The 4d shell at successive levels of relativistic theory

The orbital energy ε(4d) is the eigenvalue of the Hartree-Fock equation for the filled 4d shell; −ε is the energy to remove one electron while all other orbitals stay frozen. It was computed for ions of nuclear charge Z with 54 electrons, without relativity and with the Dirac-Coulomb Hamiltonian. The Dirac shell splits into 4d3/2 (four electrons) and 4d5/2 (six), so the (2j+1) mean has weights 0.4 and 0.6. A negative entry in the last column means that relativity binds this mean less.

Orbital energies ε of the 4d shell in spherical atoms and ions with 54 electrons, from B-spline radial code 1 at the basis-set limit. The non-relativistic Hartree-Fock values use a point nucleus, the Dirac-Coulomb Hartree-Fock values a Fermi nucleus. Both levels use the same configuration in each row and average over all states of its nl shells.

```
species   Z  charge (e)          configuration  ε(4d), non-rel. (hartree)  ε(4d3/2), Dirac (hartree)  ε(4d5/2), Dirac (hartree)  ε(4d), Dirac, (2j+1) mean (hartree)  ε(Dirac)/ε(non-rel.) − 1 (%)
     Xe  54           0      [Kr] 4d10 5s2 5p6                   -2.77788                   -2.71133                   -2.63376                             -2.66479                         -4.07
    Cs+  55           1      [Kr] 4d10 5s2 5p6                   -3.55689                   -3.48562                   -3.39690                             -3.43239                         -3.50
   Ba2+  56           2      [Kr] 4d10 5s2 5p6                   -4.42816                   -4.35308                   -4.25210                             -4.29249                         -3.06
   La3+  57           3      [Kr] 4d10 5s2 5p6                   -5.38333                   -5.30516                   -5.19075                             -5.23651                         -2.73
   Ce4+  58           4      [Kr] 4d10 5s2 5p6                   -6.41739                   -6.33684                   -6.20776                             -6.25939                         -2.46
   Pr5+  59           5      [Kr] 4d10 5s2 5p6                   -7.52705                   -7.44485                   -7.29979                             -7.35781                         -2.25
   Nd6+  60           6  [Kr] 4d10 4f2 5s2 5p4                   -8.15209                   -8.10483                   -7.94800                             -8.01073                         -1.73
   Pm7+  61           7  [Kr] 4d10 4f3 5s2 5p3                   -9.07815                   -9.04905                   -8.87701                             -8.94582                         -1.46
   Sm8+  62           8  [Kr] 4d10 4f4 5s2 5p2                   -10.0437                   -10.0344                   -9.84616                             -9.92145                         -1.22
   Eu9+  63           9  [Kr] 4d10 4f5 5s2 5p1                   -11.0487                   -11.0612                   -10.8557                             -10.9379                         -1.00
  Gd10+  64          10  [Kr] 4d10 4f5 5s2 5p1                   -12.4039                   -12.4201                   -12.1930                             -12.2839                        -0.968
  Tb11+  65          11      [Kr] 4d10 4f6 5s2                   -13.4979                   -13.5399                   -13.2932                             -13.3919                        -0.785
  Dy12+  66          12      [Kr] 4d10 4f6 5s2                   -14.9750                   -15.0244                   -14.7531                             -14.8616                        -0.758
  Ho13+  67          13      [Kr] 4d10 4f6 5s2                   -16.5230                   -16.5815                   -16.2836                             -16.4028                        -0.728
  Er14+  68          14      [Kr] 4d10 4f7 5s1                   -17.7818                   -17.8926                   -17.5704                             -17.6993                        -0.464
  Tm15+  69          15          [Kr] 4d10 4f8                   -19.0801                   -19.2480                   -18.9002                             -19.0393                        -0.213
  Yb16+  70          16          [Kr] 4d10 4f8                   -20.7931                   -20.9794                   -20.5998                             -20.7516                        -0.200
  Lu17+  71          17          [Kr] 4d10 4f8                   -22.5743                   -22.7812                   -22.3676                             -22.5330                        -0.183
  Hf18+  72          18          [Kr] 4d10 4f8                   -24.4231                   -24.6528                   -24.2029                             -24.3829                        -0.165
  Ta19+  73          19          [Kr] 4d10 4f8                   -26.3387                   -26.5938                   -26.1052                             -26.3006                        -0.145
   W20+  74          20          [Kr] 4d10 4f8                   -28.3208                   -28.6037                   -28.0740                             -28.2859                        -0.123
  Re21+  75          21          [Kr] 4d10 4f8                   -30.3689                   -30.6824                   -30.1089                             -30.3383                        -0.101
```

That column runs from −4.07 % in Xe to −0.101 % in Re21+, yet relativity does not fade. From Xe to Pr5+ the upward shift of the mean grows by a factor 1.50 while |ε| grows by 2.71. Xe, Ce4+ and Lu17+ show what each level misses.

The doublet

To order α², with α the fine-structure constant, an electron in the field of a screened charge Z − σ is shifted by

ΔE(j) = −α²(Z − σ)⁴/(2n⁴) · [n/(j + ½) − ¾]

For n = 4 the bracket is 5/4 for j = 3/2 and 7/12 for j = 5/2. The difference is 2/3, so in hartree

splitting = α²(Z − σ)⁴/768

One σ fitted to all 22 rows gives 21.38 and an rms error of 1.8 % of the Dirac splitting, worst at Pr5+ (−4.3 %). For Lu17+, a fitted row, 71 − 21.38 = 49.62, whose fourth power is 6.062×10⁶; with α² = 5.325×10⁻⁵ the result is 0.420 hartree against 0.4136 in the table. A Z⁴ law without σ fails even with a fitted prefactor (20.3 %), but a two-parameter power, Z^5.94, does about as well (2.0 %), so the fit proves no mechanism and σ counts no electrons. The misfit is systematic: the σ that a row needs rises with each added 4f electron and sinks at fixed configuration. The printed output lists every row.

The centre

The same formula lowers both levels, the mean by 0.85/(2/3) = 1.275 splittings. The table has the opposite sign: the mean and 4d5/2 lie above the non-relativistic level in every row. The standard explanation is indirect. The s and p1/2 shells contract, screen the nucleus better and repel the 4d electron more, and this outweighs the direct lowering. By the hydrogenic estimate, good only for orders of magnitude, each part amounts to a few eV in Xe and some twenty eV in Re21+; only their sum is computed.

The shift depends on which outer shells are filled, so rows of different configuration form no single trend. After removal of a drift interpolated from the fixed-configuration steps, each 5p electron moved to 4f lowers the shift by 0.56 eV on average and each 5s electron by 1.18 eV; the second figure is less secure, because the drift itself changes there. The argued cause is that a contracting electron gives way to one that relativity loosens, and 5s contracts more than the 5p average. The same runs agree with this. The relativistic decrease of the total ⟨r²⟩ shrinks from 0.420 bohr² in Ho13+ to 0.157 in Tm15+ as 5s empties, and the outer ionisation energy of Lu17+ (4f⁸) is 6.3 eV lower with relativity. An ion with full 5s and 5p shells should therefore show a larger shift than a 4f-rich one of similar Z.

Non-relativistic Hartree-Fock

In Xe the mean is missed by 3.08 eV, more than the splitting of 2.11 eV, and both j levels lie above the non-relativistic one. In Lu17+ the mean is missed by only 1.12 eV, but the Dirac levels lie at −5.63 and +5.62 eV from the non-relativistic one. The splitting exceeds the shift from Nd6+ on, and 4d3/2 drops below the non-relativistic level at Eu9+. This level places the centre within 5 eV in all rows and gives no doublet. A first-order spin-orbit constant ζ costs almost nothing: in Lu17+, (5/2)ζ = 10.52 eV, 6.6 % below the Dirac value, with the centre left uncorrected. The finite nucleus of the Dirac runs hardly enters the comparison directly, since d electrons have almost no density there.

Averaged and resolved Dirac levels

To first order the (2j+1) mean is what a scalar-relativistic calculation would give. Used for 4d3/2 it is off by 0.6 splittings, from 1.27 eV in Xe to 9.36 eV in Re21+. Accuracy near 1 eV needs j resolved throughout. In a full Dirac calculation of Xe this means 17 two-component subshells in place of 11 radial functions, roughly a factor 3 in unknowns, while the pairs of subshells whose repulsion is needed rather more than double.

Breit and radiative terms

The eigenvalues exclude the Breit interaction. To first order, with frozen orbitals, it raises the mean in Ce4+ by 0.33 eV, 7.8 % of the 4.30 eV shift, and narrows the doublet by 2.5 %, while the self-energy adds 0.003 eV. Crude scaling puts this direct part near 1 eV in Re21+, as large as the 0.83 eV shift, so the small percentages of the 4f⁸ rows should not be carried beyond Dirac-Coulomb. The response of the other shells is not included. Breit undoes a little of the s and p contraction, which should lower 4d again and may cancel much of the direct part. For an accuracy below about 1 eV, Breit therefore belongs in the self-consistent calculation, not only in a first-order sum.

What all levels omit

Moving one electron from 5s or 5p to 4f, which overlaps 4d more, raises the non-relativistic ε by 7.3 to 9.8 eV, more than any mean shift, so the configuration must be settled first. Relaxation and correlation are absent. In Xe the Dirac −ε values are 73.8 and 71.7 eV, against measured binding energies of roughly 70 and 68 eV (recalled, rough). That error of about 4 eV exceeds the relativistic shift, whereas the splitting survives, presumably because both j holes relax alike. Binding energies call for total-energy differences with correlation before Breit is worth adding. From Nd6+ on, ε is a configuration average, and with G¹(4d,4f) = 26.2 eV in Lu17+ a 4d hole spreads into multiplets over something like ten eV or more, so the doublet there is no spectral line pair.

Numerical output:

```
ion 4f/5s/5p | Dirac minus nonrel (eV): 3/2, 5/2, mean; mean(Eh); pct | split eV, Eh; sigma; model err %
Xe    0/2/6 |   1.81  3.92  3.08  0.1131  -4.07 |  2.11  0.0776  21.48   1.2
Cs+   0/2/6 |   1.94  4.35  3.39  0.1245  -3.50 |  2.41  0.0887  21.37  -0.2
Ba2+  0/2/6 |   2.04  4.79  3.69  0.1357  -3.06 |  2.75  0.1010  21.26  -1.4
La3+  0/2/6 |   2.13  5.24  4.00  0.1468  -2.73 |  3.11  0.1144  21.16  -2.4
Ce4+  0/2/6 |   2.19  5.70  4.30  0.1580  -2.46 |  3.51  0.1291  21.06  -3.4
Pr5+  0/2/6 |   2.24  6.18  4.61  0.1692  -2.25 |  3.95  0.1451  20.97  -4.3
Nd6+  2/2/4 |   1.29  5.55  3.85  0.1414  -1.73 |  4.27  0.1568  21.22  -1.6
Pm7+  3/2/3 |   0.79  5.47  3.60  0.1323  -1.46 |  4.68  0.1720  21.31  -0.7
Sm8+  4/2/2 |   0.25  5.38  3.33  0.1222  -1.22 |  5.12  0.1882  21.41   0.3
Eu9+  5/2/1 |  -0.34  5.25  3.02  0.1108  -1.00 |  5.59  0.2055  21.51   1.2
Gd10+ 5/2/1 |  -0.44  5.74  3.27  0.1200  -0.97 |  6.18  0.2271  21.46   0.7
Tb11+ 6/2/0 |  -1.14  5.57  2.88  0.1060  -0.79 |  6.71  0.2467  21.57   1.8
Dy12+ 6/2/0 |  -1.34  6.04  3.09  0.1134  -0.76 |  7.38  0.2713  21.52   1.3
Ho13+ 6/2/0 |  -1.59  6.51  3.27  0.1202  -0.73 |  8.11  0.2979  21.47   0.8
Er14+ 7/1/0 |  -3.02  5.75  2.24  0.0825  -0.46 |  8.77  0.3222  21.57   1.7
Tm15+ 8/0/0 |  -4.57  4.90  1.11  0.0408  -0.21 |  9.46  0.3478  21.68   2.5
Yb16+ 8/0/0 |  -5.07  5.26  1.13  0.0415  -0.20 | 10.33  0.3796  21.63   2.1
Lu17+ 8/0/0 |  -5.63  5.62  1.12  0.0413  -0.18 | 11.25  0.4136  21.58   1.6
Hf18+ 8/0/0 |  -6.25  5.99  1.09  0.0402  -0.17 | 12.24  0.4499  21.53   1.2
Ta19+ 8/0/0 |  -6.94  6.35  1.04  0.0381  -0.14 | 13.30  0.4886  21.48   0.8
W20+  8/0/0 |  -7.70  6.72  0.95  0.0349  -0.12 | 14.41  0.5297  21.43   0.4
Re21+ 8/0/0 |  -8.53  7.07  0.83  0.0306  -0.10 | 15.61  0.5735  21.37  -0.1
rounding floor of differences: 1e-5 Eh (|e|<10), 1e-4 Eh = 0.0027 eV (|e|>10)
split a^2(Z-s)^4/768: s=21.38, rms 1.8%, worst Pr5+ -4.3%; A Z^4: rms 20.3%, worst Xe +47.9%; Z^p: p=5.94, rms 2.0%, worst Xe +5.9%
p at fixed conf: Xe-Pr 7.07, Tm-Re 6.00; 4Z/(Z-s) Xe 6.62, Re 5.59; split Re/Xe 7.39
direct-only mean -1.275*split (crude): Xe -2.7, Re -19.9 eV; table +3.08, +0.83 eV
Pr/Xe: shift x1.50, |e_nr| x2.71; first split>shift Nd6+; first 3/2 below nonrel Eu9+
j mean used for one j: 3/2 off by 1.27..9.36 eV, 5/2 by 0.84..6.24 eV
swap rows (eV): shift step, drift, net per electron | e_nr net per electron | sigma step per electron
Pr5+->Nd6+ 2x5p->4f: -0.76 +0.29 -0.53 | +7.3 | +0.13
Nd6+->Pm7+ 1x5p->4f: -0.25 +0.28 -0.53 | +7.7 | +0.09
Pm7+->Sm8+ 1x5p->4f: -0.27 +0.27 -0.55 | +7.9 | +0.10
Sm8+->Eu9+ 1x5p->4f: -0.31 +0.26 -0.57 | +8.2 | +0.10
Gd10+->Tb11+ 1x5p->4f: -0.38 +0.23 -0.61 | +8.8 | +0.11
Ho13+->Er14+ 1x5s->4f: -1.03 +0.13 -1.16 | +9.4 | +0.10
Er14+->Tm15+ 1x5s->4f: -1.13 +0.07 -1.21 | +9.8 | +0.10
mean net per swap: 5p -0.56, 5s -1.18 eV; sigma step, fixed conf -0.07
Lu17+: 5/2 zeta(4d) 10.52 eV vs Dirac split 11.25 eV (-6.6%); G1(4d,4f) 26.2 eV
Ce4+ Breit 4d mean 0.33 eV = 7.8% of shift; split change -0.089 eV (-2.5%); self-energy mean 0.003 eV
Re21+ Breit, order only: 0.8 (by total Gaunt), 1.5 (by split) vs shift 0.83 eV
sum r^2 Dirac-nonrel (bohr^2): Ho -0.420, Er -0.286, Tm -0.157
Lu17+ outer (4f) ionisation: Dirac-nonrel -6.3 eV; nonrel Koopmans-dSCF 3.1 eV
Xe -e(4d) eV: nonrel 75.6, 3/2 73.8, 5/2 71.7; rough recalled measured 70, 68, split 2
Xe radial functions: nonrel 11, Dirac 17 x 2 components (x3.1; squared x10)
```
